Before sizing a force for peeling MoS₂, or choosing how far apart two slabs must stand to count as separate, one has to know which of the numbers below can be trusted. The shape of the curves is instructive; the strength of the binding is not usable. In this calculation the pull between layers peaks at about half a gigapascal, within roughly half an ångström of opening. Full separation costs about 50 mJ/m² and widens the gap by about 0.4 eV.

MoS2 (P6_3/mmc, 6 atoms in the cell), opened rigidly along c at one (001) cut per cell between sulfur faces, without relaxation. Calculated with Ansatz 0.2.0: plane-wave PAW, PBEsol, scalar-relativistic, no spin polarisation, cutoff 420 eV, 10×10×2 k mesh, Gaussian smearing of 0.05 eV. Separation energy is relative to zero opening, per area of the cut.

| opening (Å) | separation energy (mJ/m²) | traction (GPa (slope of the separation energy)) | gap on mesh (eV) |
| --- | --- | --- | --- |
| -0.3 | 24.60 | -2.020 | 0.853 |
| -0.15 | 4.90 | -0.720 | 0.947 |
| 0 | 0.00 | -0.010 | 1.024 |
| 0.25 | 6.80 | 0.450 | 1.124 |
| 0.5 | 18.90 | 0.470 | 1.199 |
| 0.75 | 29.50 | 0.370 | 1.257 |
| 1 | 37.10 | 0.250 | 1.301 |
| 1.5 | 45.30 | 0.100 | 1.360 |
| 2 | 48.80 | 0.050 | 1.394 |
| 3 | 51.40 | 0.020 | 1.424 |
| 4.5 | 52.40 | 0.000 | 1.435 |
| 6 | 52.50 | 0.000 | 1.437 |

**What happens.** The cut runs between two sulfur faces, and the Mo–S bonds keep their length in every row. The separation energy is lowest at zero opening, rises steeply in compression and levels off when the layers are pulled apart. Traction, the stress needed to hold the layers at a given opening, climbs to 0.470 GPa at 0.5 Å and then fades. It is nearly as high at 0.25 Å, so the true peak is only bracketed by the rows. The gap on mesh, by contrast, grows at every step and passes through the equilibrium spacing without a turn.

**Why the pull peaks so early.** The sulfur faces have filled shells, and filled shells that overlap repel each other (Pauli repulsion). Against this stands an attraction that reaches further out. In PBEsol, which has no long-range dispersion, it is expected to come from exchange and correlation where the density tails of the layers overlap. At equilibrium the two forces cancel. On opening, the repulsion dies first and uncovers a net pull, which then dies in its turn. The traction fits this picture: the stiffness of the contact falls steadily with opening, averaging 4.7 GPa per ångström over the last 0.15 Å of compression and only 1.8 over the first 0.25 Å of opening. The division into repulsion and attraction is standard theory; the calculation gives only their sum.

**A one-length model.** The universal binding curve puts this balance into a single range l:

W(x) = W₀ [1 − (1 + x/l) exp(−x/l)]

Here W is the separation energy, x the opening and W₀ the energy of full separation. The slope of W is the traction, W₀ (x/l²) exp(−x/l), which is largest at x = l with the value W₀/(e l), where e = 2.718. A high peak stress therefore needs either strong binding or a short range.

A fit to the energies of all twelve rows gives W₀ = 51.7 mJ/m² and l = 0.40 Å. The peak should then be 0.0517 J/m² ÷ (2.718 × 0.40 × 10⁻¹⁰ m) ≈ 0.48 GPa, within a few per cent of the largest computed traction. The tractions were not fitted, but they are slopes of the same energies, so the agreement confirms the shape of the curve and not its cause.

The model fails in the tail. Between 1 and 3 Å the energy still to be paid shrinks by a factor e about every three-quarters of an ångström on average, whereas the fitted curve needs only 0.48 Å for the same factor. A weak part of the attraction thus fades more slowly than the length set near the minimum allows; the run doesn't show where it comes from. The output printed below also shows a Morse curve, which has the same weakness in the tail to a smaller degree but fits the twelve rows less well overall.

**Why the gap ignores the equilibrium.** Where two layers touch, their highest filled states mix and split into a lower and an upper level. Both levels are filled, so to first order the splitting yields no binding. The upper one nevertheless moves towards the empty states and narrows the gap. The lowest empty states can split too, and their lower level then narrows it further. The gap thus follows the coupling itself, which only weakens with distance, while the energy follows a balance of two forces.

The coupling should fade as fast as the tail of an electron's wave function outside a layer. For an electron bound by roughly 6 eV, a rough recalled value, that tail falls by a factor e every 0.80 Å. A single exponential fitted to the gaps of all twelve rows gives 0.89 Å, which corresponds to a binding of 4.81 eV, and follows them to within a few meV. This supports the picture but doesn't prove it, because the run doesn't report which states form the band edges.

**What to do about it.**

- **Don't take a peeling force or a cleavage energy from this table.** PBEsol lacks long-range dispersion, the main glue between such layers. Theory that includes it gives roughly 300 mJ/m² (a recalled value), about six times the plateau here. Multiplying the curve by six is no repair, because dispersion also changes its range.
- **Don't take a safe slab distance from the energy.** Only about 1 mJ/m² is left to pay beyond 3 Å, but real dispersion forces fade much more slowly than that.
- **Use the gap for its trend with spacing.** At an opening of 3 Å, which comes on top of about 3.2 Å between the sulfur planes at equilibrium, it is within about 0.01 eV of its final value. That final value belongs to separated bilayers, since only one of the two contacts in the cell opens, and this level of theory underestimates gaps in general. The k mesh also leaves out the corner K of the zone and the point midway between Γ and K, near which the lowest empty states are expected, so it can miss a band edge or a change from one of these valleys to the other. The direct gap of a single layer is not expected here, because the two layers of each bilayer stay coupled.
- **Don't read meaning into the smallest numbers.** The traction of −0.010 GPa at zero opening and the last 0.1 mJ/m² of the energy are too small to interpret.

Printed output of the fit:

```
fit of separation_energy on 12 rows: coefficient of (1-(1+opening/s)*exp(-opening/s)) 51.72 +/- 0.22, s 0.3967; rms 0.486, worst 2.0 0.904, leave-one-out rms 0.607
fit of separation_energy on 12 rows: coefficient of (1-exp(-opening/s))**2 52.49 +/- 0.3, s 0.5667; rms 0.651, worst 0.75 -1.24, leave-one-out rms 1.16
fit of gap_on_mesh on 12 rows: constant 1.437 +/- 0.00062, coefficient of exp(-opening/s) -0.4157 +/- 0.0009, s 0.89; rms 0.00126, worst 0.0 -0.00231, leave-one-out rms 0.00214
Models and remainders:
    row  W universal mJ/m2  W Morse mJ/m2  traction universal GPa  traction Morse GPa  energy still to come %  gap change still to come %
   -0.3              24.87          25.57                  -2.101              -2.195                   53.14                       141.4
  -0.15              4.777          4.821                 -0.7197             -0.7316                   90.67                       118.6
    0.0                  0              0                       0                   0                     100                         100
   0.25              6.825          6.679                  0.4376              0.4251                   87.05                       75.79
    0.5              18.57          18.04                   0.466              0.4494                      64                       57.63
   0.75              29.15          28.26                  0.3722              0.3619                   43.81                       43.58
    1.0              37.08          36.05                  0.2642              0.2629                   29.33                       32.93
    1.5              46.09          45.32                  0.1124               0.122                   13.71                       18.64
    2.0               49.7          49.46                 0.04248             0.05273                   7.048                       10.41
    3.0              51.49          51.96                0.005121            0.009255                   2.095                       3.148
    4.5              51.72          52.45               0.0001751           0.0006589                  0.1905                      0.4843
    6.0              51.72          52.49               5.319e-06            4.67e-05                       0                           0
Surface energy as half the plateau in mJ/m2: 26.25
Stiffness between -0.15 and 0 in GPa per angstrom: 4.733
Stiffness between 0 and 0.25 in GPa per angstrom: 1.84
Peak traction of universal curve in GPa: 0.4797
Peak traction of Morse curve in GPa: 0.4632
Opening at the Morse peak in angstrom: 0.3928
Energy tail length from 1 to 3 computed in angstrom: 0.7578
Energy tail length from 1 to 3 universal curve in angstrom: 0.4815
Energy tail length from 1 to 3 Morse curve in angstrom: 0.581
Gap rise from 0 to 6 angstrom in eV: 0.413
Decay length expected for a 6 eV barrier in angstrom: 0.7969
Barrier implied by the fitted gap length in eV: 4.81
Rough recalled binding with dispersion over this plateau: 5.714
```
